## What is computed

A phonon branch gives the frequency of a vibration wave in the crystal as a function of its wavevector, which fixes the wavelength and the direction of travel. Here an atom of body-centred cubic tantalum was displaced slightly in a block of 2×2×2 cells. The forces on all atoms, from a semiempirical tight-binding method, give the frequencies. A block of this size fixes them only at the four special points G, X, M and R. Every row in between is an interpolation.

Three sizes are worth remembering. In this calculation the fastest vibrations of the heavy metal lie just below 200 cm⁻¹. Its slower sound waves travel at roughly 2 km/s. An error of 2 % in one part of the restoring force can become an error of 22 % in a frequency near G.

Phonon frequencies of body-centred cubic Ta (two-atom cell, geometry as given) along G–X–M–G–R–X, then M–R, computed with DFTB+ 25.1 and GFN1-xTB. The run used a 2×2×2 supercell, 0.01 Å displacements, a 3×3×3 k mesh and Fermi–Dirac smearing of 0.05 eV, without spin polarisation. Distances include the factor 2π, and branches are sorted by rising frequency in each row.

| distance (1/Å) | PHONON BRANCH 1, energy from the start of the scan (cm⁻¹) | PHONON BRANCH 2, energy from the start of the scan (cm⁻¹) | PHONON BRANCH 3, energy from the start of the scan (cm⁻¹) | PHONON BRANCH 4, energy from the start of the scan (cm⁻¹) | PHONON BRANCH 5, energy from the start of the scan (cm⁻¹) | PHONON BRANCH 6, energy from the start of the scan (cm⁻¹) |
| --- | --- | --- | --- | --- | --- | --- |
| 0 | 0.00 | 0.00 | 0.00 | 178.80 | 178.80 | 178.80 |
| 0.2378 | 29.50 | 29.50 | 50.80 | 174.30 | 174.30 | 179.20 |
| 0.4756 | 59.20 | 59.20 | 96.60 | 161.60 | 161.60 | 178.70 |
| 0.7134 | 88.70 | 88.70 | 133.40 | 141.70 | 141.70 | 173.30 |
| 0.9513 | 116.80 | 116.80 | 116.80 | 116.80 | 159.00 | 159.00 |
| 1.189 | 112.30 | 112.30 | 118.40 | 118.40 | 164.00 | 164.00 |
| 1.427 | 102.80 | 102.80 | 122.10 | 122.10 | 174.50 | 174.50 |
| 1.665 | 93.90 | 93.90 | 125.80 | 125.80 | 183.60 | 183.60 |
| 1.903 | 90.20 | 90.20 | 127.30 | 127.30 | 187.10 | 187.10 |
| 2.127 | 88.10 | 99.50 | 120.40 | 129.00 | 181.20 | 187.00 |
| 2.351 | 81.30 | 101.50 | 120.80 | 135.20 | 163.60 | 186.40 |
| 2.575 | 68.90 | 75.10 | 134.80 | 143.90 | 147.00 | 184.80 |
| 2.799 | 47.00 | 50.40 | 96.20 | 161.80 | 162.80 | 182.30 |
| 3.024 | 21.70 | 26.70 | 50.10 | 174.00 | 174.70 | 179.80 |
| 3.248 | 0.00 | 0.00 | 0.00 | 178.80 | 178.80 | 178.80 |
| 3.454 | 22.40 | 22.40 | 44.80 | 173.60 | 177.90 | 177.90 |
| 3.660 | 45.50 | 45.50 | 86.70 | 159.50 | 175.80 | 175.80 |
| 3.866 | 68.60 | 68.60 | 122.70 | 140.10 | 173.10 | 173.10 |
| 4.072 | 90.50 | 90.50 | 121.40 | 149.80 | 170.20 | 170.20 |
| 4.278 | 109.50 | 109.50 | 110.90 | 165.70 | 166.70 | 166.70 |
| 4.484 | 114.00 | 124.90 | 124.90 | 161.80 | 161.80 | 169.60 |
| 4.689 | 128.40 | 137.00 | 137.00 | 155.10 | 155.10 | 162.30 |
| 4.895 | 146.90 | 146.90 | 146.90 | 146.90 | 146.90 | 146.90 |
| 5.088 | 131.50 | 131.50 | 146.40 | 146.40 | 159.80 | 159.80 |
| 5.280 | 116.50 | 116.50 | 144.40 | 144.40 | 168.60 | 168.60 |
| 5.472 | 105.80 | 105.80 | 140.40 | 140.40 | 172.60 | 172.60 |
| 5.664 | 102.60 | 102.60 | 133.90 | 133.90 | 171.80 | 171.80 |
| 5.856 | 106.50 | 106.50 | 126.10 | 126.10 | 167.40 | 167.40 |
| 6.048 | 113.30 | 113.30 | 119.40 | 119.40 | 161.80 | 161.80 |
| 6.241 | 116.80 | 116.80 | 116.80 | 116.80 | 159.00 | 159.00 |
| 6.431 | 93.80 | 93.80 | 129.30 | 129.30 | 185.40 | 185.40 |
| 6.621 | 103.50 | 103.50 | 134.40 | 134.40 | 180.20 | 180.20 |
| 6.811 | 117.00 | 117.00 | 140.40 | 140.40 | 171.70 | 171.70 |
| 7.002 | 132.00 | 132.00 | 145.10 | 145.10 | 160.40 | 160.40 |
| 7.192 | 146.90 | 146.90 | 146.90 | 146.90 | 146.90 | 146.90 |

## Bends that are only bookkeeping

Despite their headings, the columns hold the frequencies themselves, not energies counted from the start of a scan. They are sorted by size in each row, so a column can pass from one kind of wave to another. PHONON BRANCH 3 seems to turn down from 133.4 to 116.8 cm⁻¹ on reaching X. The longitudinal wave, in which atoms move along the direction of travel, in fact climbs on to 159.0 cm⁻¹. The jump after distance 6.241 is a jump of the path, which ends at X and starts afresh from M.

Folding adds more lines. The cell used has two atoms, a corner and a body centre, although one atom would suffice for this lattice. Each row therefore also holds the waves of a second wavevector of the smaller cell, and the 178.8 cm⁻¹ at G belongs to these folded waves.

## The rows that break cubic symmetry

The clearest real break lies between M and G. Consider the transverse wave whose atoms move along the cube axis at right angles to this leg and to both cube edges that span it. In a cubic crystal its speed near G must equal that of the transverse wave on G–X, because the same elastic constant, C₄₄, governs both.

The table violates this rule. The slope of frequency against wavevector is 124 cm⁻¹·Å at the start of G–X, but only 97 cm⁻¹·Å at distance 3.024, the row next to G on the other leg. An engineer who took C₄₄ from the second slope would get a value about 40 % too low, since the constant goes with the square of the speed. The coarse electronic mesh could shift both slopes, but it is cubic itself and could not give the crystal two values of C₄₄.

## A flat lattice shows the cause

Take a flat square lattice of balls and springs, computed in a periodic block of 2×2 cells. A ball one cell away along both edges has four equally near periodic copies, one in each diagonal direction. The block yields only their summed force, and the interpolation must decide where that force comes from.

If the four copies share it equally, a wave with phase steps a and b along the two edges feels the factor cos a · cos b. If one copy and its opposite take all of it, the factor is cos(a + b). The two agree when either step is 0° or 180°, hence at all special points and along the edges. On the diagonal they part: for steps of 90° the first gives 0 and the second −1.

Tantalum has the same ambiguity for atoms of one kind, corner or centre, that lie diagonally across the block. The flat lattice explains this choice of copies and the directions in which it matters. It has no body-centre atoms, so it cannot show how strongly the frequencies respond.

## One row worked in full

For the tantalum wave that breaks the rule, two contributions compete. The first, S, is the squared frequency that atoms of one kind would have if the other kind were held still. The second comes from the motion of the eight nearest neighbours, all of the other kind (the small block adds the forces of more distant atoms of that kind to theirs), and lowers the squared frequency when the two kinds move together. At G the two parts cancel, because shifting the whole crystal costs no energy.

The special points supply the three constants needed:

- g = 178.8²/2 = 15985 cm⁻², the value of S at G;
- t = 116.8² = 13642 cm⁻², the value at X;
- m = 127.3² = 16205 cm⁻², the value at M.

With equal sharing, S between these points is a weighted mean, and the squared frequency is

ω² = u²g + 2uvt + v²m − ug.

Here u is the squared cosine of half the phase step along one cube edge, and v = 1 − u. At distance 3.024 the step is 30°, so u = 0.933 and v = 0.067. The first three terms add up to 15693 cm⁻² and the last takes away 14914 cm⁻². The remainder of 779 cm⁻² gives ω = 27.9 cm⁻¹, whereas the table has 21.7 cm⁻¹. This row was not used to set the constants.

The one-copy rule lowers S by uv(g − 2t + m), which is 307 cm⁻². The remainder falls to 472 cm⁻², and its root is 21.7 cm⁻¹, the value in the table.

## Why a small error grows

The shift of 307 cm⁻² is only 2 % of S. Near G, however, the frequency is what remains after two large parts have nearly cancelled, and the shift takes away more than a third of that remainder. Closer to G both shrink in proportion. A finer path would therefore not cure the slope.

The damage follows this pattern along the whole leg. Relative to equal sharing, the table is 1 % low in the row next to M, 9 % low halfway and 22 % low next to G. The other transverse wave, whose atoms move in the plane of the two cube edges, errs the opposite way and is 6 % too high next to G. As a result the two waves cross between distances 2.575 and 2.799. With equal sharing the in-plane wave stays the lower one in all five rows.

The output printed below compares both rules, each built from values at the special points alone, with the rows in between. The one-copy rule meets all ten values of these two transverse waves to within 0.07 cm⁻¹, about the last printed digit. That the calculation used this rule is an inference from the match, but a strong one. Equal sharing also restores the slope to 124 cm⁻¹·Å, although this value still carries the errors of an unrelaxed cell, a coarse electronic mesh and a truncated sum for the short-range electrostatics.

## A dip that survives

An odd-looking feature need not be a fault. On G–R the folded longitudinal wave sinks to 110.9 cm⁻¹ at distance 4.278, well below the 146.9 cm⁻¹ at R. Equal sharing leaves it at 110.6 cm⁻¹, so the choice of copies does not create this dip.

Its cause is the geometry of the body-centred lattice. The wave lies close to two thirds of the way along the body diagonal, counted in the one-atom cell. There the atoms of each chain along that diagonal move almost together, so the two nearest contacts within the chain are hardly stretched. The other six contacts stand at about 70° to the motion and are stretched little.

All eight contacts are slanted to the cube axes. In the model they therefore couple directions: a displacement along one cube axis produces a force along another. Without this coupling the same point would lie at 150 cm⁻¹. The dip therefore belongs to the computed forces, while its exact depth would need a larger block, because this wavevector is itself interpolated.

## Where to trust the curves

The two rules agree wherever only one component of the wavevector varies and the others sit at a special value. This holds on G–X, X–M and M–R. On G–X, the transverse curve drawn from the values at G and X alone meets the table to within 0.06 cm⁻¹. Such agreement clears a leg of this one fault only, since its inner rows are still interpolated from a small block.

Legs on which several components change together are exposed to the fault. G–R is not clean either. Cubic symmetry makes the squared transverse slope there one third of the squared C₄₄ slope plus two thirds of the squared slope of the in-plane wave on M–G, which is 112 cm⁻¹·Å with equal sharing. That gives about 116 cm⁻¹·Å, whereas the row at distance 3.454 has 109. The shortfall is smaller than on M–G and is expected from the same near-cancellation. On R–X it moves the middle pair of branches by up to 2 cm⁻¹, a mild effect because no near-cancellation magnifies it there. For a cubic metal the quick test is to compare the two slopes that C₄₄ must make equal. If they differ, the way forces are shared among periodic copies should be checked before the bend is given a physical meaning.

Printed output of the fit:

```
M to G, axis-polarised transverse branch in the table, 1/cm: 2.127 120.4, 2.351 101.5, 2.575 75.1, 2.799 47, 3.024 21.7
M to G, same branch with forces shared equally among images, 1/cm: 2.127 121.7, 2.351 106, 2.575 82.92, 2.799 55.96, 3.024 27.91
M to G, same branch, table relative to equal sharing, percent: 2.127 -1.076, 2.351 -4.237, 2.575 -9.434, 2.799 -16.01, 3.024 -22.25
M to G, in-plane transverse branch with equal sharing, 1/cm: 2.127 87.62, 2.351 79.74, 2.575 66.41, 2.799 47.86, 3.024 25.11
M to G, in-plane branch, table relative to equal sharing, percent: 2.127 0.5529, 2.351 1.957, 2.575 3.755, 2.799 5.312, 3.024 6.336
M to G, largest miss of the one-image rule, axis-polarised branch, 1/cm: 0.06568
M to G, largest miss of the one-image rule, in-plane branch, 1/cm: 0.06538
Transverse slope at the first row of G to X, 1/cm times angstrom: 124.1
Axis-polarised slope at the row next to G on M to G, table, 1/cm times angstrom: 96.8
Same slope with equal sharing, 1/cm times angstrom: 124.5
Control G to X, largest miss of the transverse curve drawn from G and X alone, 1/cm: 0.06077
R to X, largest difference of the middle pair from equal sharing, 1/cm: 2.238
R to X, largest miss of the one-image rule for the middle pair, 1/cm: 0.08111
Direction-mixing coupling from row 4.072 divided by that from M: 1
Dip at row 4.278 with equal sharing, 1/cm: 110.6
Same point without the direction-mixing coupling, 1/cm: 150.2
```
